**Diamond or simple cubic for six heavy metals**

Three sizes set the scale. The cohesive energies of these metals run from about 0.8 eV (Cs) to about 8 eV (Ta), as rough recalled values. Thermal energy kT at 300 K is 26 meV. A pressure of 1 GPa acting on 10 Å³ is worth about 60 meV. An atom has z = 6 nearest neighbours in simple cubic (structure 1) and z = 4 in diamond (structure 2). Neither is the ground state of any of these elements, so the comparison bears on the effect of coordination and not on which crystal forms. ΔE is the energy of structure 2 less structure 1, V₁ and V₂ are the volumes per atom, and N is the number of valence electrons, all at the BLYP level.

Diamond (structure 2) against simple cubic (structure 1) for six metals of period 6, computed with Ansatz 0.2.0: BLYP, plane-wave PAW, scalar-relativistic, no spin polarisation, cutoff 420 eV, Fermi-Dirac smearing of width 0.1 eV. Energies are extrapolated to zero smearing; volumes are per atom, from equation-of-state fits.

```tsv
element	Z	valence electrons	k mesh	energy of structure 2 less structure 1, BLYP (meV/atom)	volume of structure 1, BLYP (Å³)	volume of structure 2, BLYP (Å³)	volume of structure 2, BLYP over volume of structure 1, BLYP, less one (%)
Cs	55	1	5×5×5	43	146.53	224.61	53.3
Ba	56	2	6×6×6	468	67.05	167.51	149.8
Lu	71	3	8×8×8	878	34.15	54.56	59.8
Hf	72	4	9×9×9	1308	25.81	37.38	44.8
Ta	73	5	10×10×10	1410	21.41	29.82	39.3
Au	79	11	10×10×10	331	22.33	31.37	40.5
```

**(a) Which structure is lower, and why does ΔE change so much along the row?**

*Solution.* ΔE is positive in all six rows, so simple cubic is lower. The gap is tens of meV for Cs, hundreds for Au, Ba and Lu, and above 1 eV for Hf and Ta.

The larger volume of diamond is mostly geometry. The bond length is V₁^(1/3) in simple cubic and (√3/2)·V₂^(1/3) in diamond, so equal bonds mean V₂/V₁ = (2/√3)³, or +54 %. Converted in this way, the diamond bond differs from the simple-cubic one by about 3 % or less in five rows. Ba is the exception, 17.5 % longer (4.77 against 4.06 Å).

Tight-binding theory offers a reason for the sign where d electrons bond. With hopping h to each of z neighbours, the second moment of the local density of states is z·h², so the band width W goes as √z·h. At equal bond length diamond has √(4/6) of the simple-cubic width, 18 % less. In Friedel's rectangular d band, ten states spread over W and filled with N_d electrons give a bond energy −W·N_d(10 − N_d)/20. The loss on going to diamond is then

ΔE = c·N_d(10 − N_d).

One electron is assigned to the s band, N_d = N − 1, which is an assumption. Least squares through the origin gives c = 58.8 meV; only Ba, Lu, Hf and Ta act on the fit, since the factor vanishes for Cs and Au. For Hf, a fitted row, N_d = 3 and ΔE = 58.8 × 21 ≈ 1230 meV, about 6 % below the tabulated 1308. The rms misfit over the four rows is 57 meV, far above the half meV to which the table is rounded. The steps show the weakness: the table rises by 430 meV from Lu to Hf and by 102 to Ta, the model by 294 and 176. With N_d = N − 2, fitted to all six rows, the rms on those four grows to 278 meV.

The constant c should not be read as a band width. W changes along the row, and the pair repulsion, which goes as z, repays part of the loss. For a repulsion z·exp(−px) and an attraction √z·exp(−qx), with x the relative stretch of the bond, the minimum gives an energy proportional to z^((p−2q)/(2(p−q))). For p = 3q that is z^(1/4), a loss of only about 10 %, whereas ΔE is 17 to 25 % of the recalled cohesive energy for Ba to Ta. The same minimum shortens the diamond bond by ln(3/2)/(2(p − q)), about 3 % for a rough recalled p − q = 6. Ta, Au and Hf shorten by 3.3, 3.0 and 2.0 %, Cs hardly changes, and Lu and Ba have the wrong sign. Ba lying near the parabola may therefore be an accident.

For Cs and Au the d term of this model is zero, so the gap needs another source. In real gold the filled 5d shell also mixes with the s and p states, which the model leaves out. Ions of charge Z* in a uniform electron gas have an energy −αZ*²e²/(8πε₀r), with r the radius of the sphere of atomic volume, and Ewald sums give α = 1.7601 for simple cubic and 1.6709 for diamond. The sign again favours simple cubic. With Z* = 1 at volume V₁ the difference is 368 meV for Au, near the 331 of the table, and 197 meV for Cs, 4.6 times too large, so the agreement for Au is one row's. The estimate holds both structures at V₁ with a uniform electron gas. The expansion of diamond enlarges the electrostatic loss but repays it with lower kinetic energy, and electrons that gather along the bonds change the term further, so it is no full account of the gap. Adding it to the d term with a free factor, by least squares on all six rows, lowers the rms from 144 to 88 meV while worsening every row except Au.

For a neighbouring case one would expect a larger penalty for four neighbours where a d band is partly filled than where it is empty or full, though no row between Ta and Au tests the falling side. The model peaks at half filling; Ta is merely the highest of these six rows.

**(b) How safe is the order against the errors of the calculation?**

*Solution.* One yardstick comes from the same runs: the correction that takes the diamond free energy to zero smearing, half the smearing term, near the minimum. It is 2 to 5 % of ΔE for Lu, Hf, Ta and Au, 11 % for Ba, and 14 meV or 31 % for Cs. This is a scale for the error and no more, since the correction in simple cubic has the same sign and offsets it by an amount that is not shown.

Cs is the weak row. Near the minimum its diamond runs show a gap of 0.17 eV between filled and empty bands, which symmetry forbids: 18 electrons per cell fill nine bands, while the diamond space group joins bands in pairs along X–W on the zone face. An odd mesh centred on Γ misses that line, so the gap is an artefact of the 5×5×5 mesh, and the 43 meV may shift on a finer one. Three of the seven Cs diamond runs behind the fit, one on the compressed side of the minimum and two on the expanded side, also carry a warning that the exchange-correlation potential is rough where the density is thin, an error of unknown size that a gap this small may feel. Its sign is likely, not secure.

For Ba the volume of the minimum found is uncertain, its energy much less so. Diamond Ba is very soft, about 1.4 GPa from the computed pressures, which extrapolate linearly to zero at 161 Å³ against 167.51 in the table, because the pressure includes the smearing entropy. That 4 % shift costs only about 1 meV.

Some errors touch every row. Both structures were run without spin polarisation, so the zero moments are imposed; a magnetic state, if one exists, could only lower a structure. Spin–orbit coupling is absent, which matters for 5d and 6p states, and so is zero-point motion, whose difference between the two structures should be only some meV for atoms this heavy. BLYP tends to underbind metals and runs here on datasets made for PBE; a single functional cannot measure its own error. To turn the sign these effects would have to reach 0.3 eV in Au and over 1 eV in Hf and Ta, which is implausible. The ranking among elements is less safe than the sign, with Ta only 102 meV above Hf.

**(c) What would reverse the order?**

*Solution.* Compression works the wrong way. The enthalpy gap obeys dΔH/dP = V₂ − V₁, which is positive in every row at zero pressure. A crossing needs tension, P ≈ −ΔE/(V₂ − V₁) for rigid volumes. For Au, 331 meV/(31.37 − 22.33) Å³ = 36.6 meV/Å³, or −5.9 GPa. Relative to the bulk modulus of slightly compressed diamond this tension is 0.10 for Au, 0.12 for Cs and 0.35 to 0.59 for the others. The rigid estimate gives an order of magnitude only, and at the higher ratios a crystal would be expected to tear before the crossing.

Heat needs an entropy advantage ΔS = ΔE/T for diamond. At 300 K this is 1.7 k per atom for Cs and 13 to 55 k for the rest. Classical vibrations give 3k·ln(ω₁/ω₂), so Cs would need diamond frequencies lower by a factor exp(1.7/3) ≈ 1.8, and the other five are out of reach. The argument assumes both lattices are dynamically stable, which structures held in their symmetry need not be.

The real reversal is chemical. In silicon and germanium, outside this table, diamond wins because four sp electrons per atom fill four bonding bands below a gap, a gain that the second moment cannot see. A count of four is not enough. Lead has four sp electrons and is still a close-packed metal, and Hf has four valence electrons, yet its diamond bands overlap at all seven volumes, by 0.41 eV in the most expanded cell to 0.67 eV in the most compressed and by 0.53 eV near zero pressure, as expected when d states lie at the Fermi level.

Ba leaves the open question. At the simple-cubic bond length its diamond form would have 103 Å³ per atom, while the smallest volume shown in the outputs is 142 Å³. A guess is that with four neighbours Ba loses its 5d bonding and drifts towards weakly bound s² atoms; the band overlap does shrink from 0.32 to 0.10 eV on expansion over the seven volumes, though it shrinks in Lu and Hf too. The bulk modulus, taken from pressure differences, rises on compression from about 1.2 GPa just above the equilibrium volume to 1.4 GPa and then levels off at the smallest volumes, where that of Cs keeps rising. Such a levelling might happen near a change of bonding, but it is slight and weak evidence for one. Whether a denser, d-bonded diamond minimum exists, and whether it would lie below the one tabulated, decides whether 468 meV is the BLYP gap or only an upper bound to it.
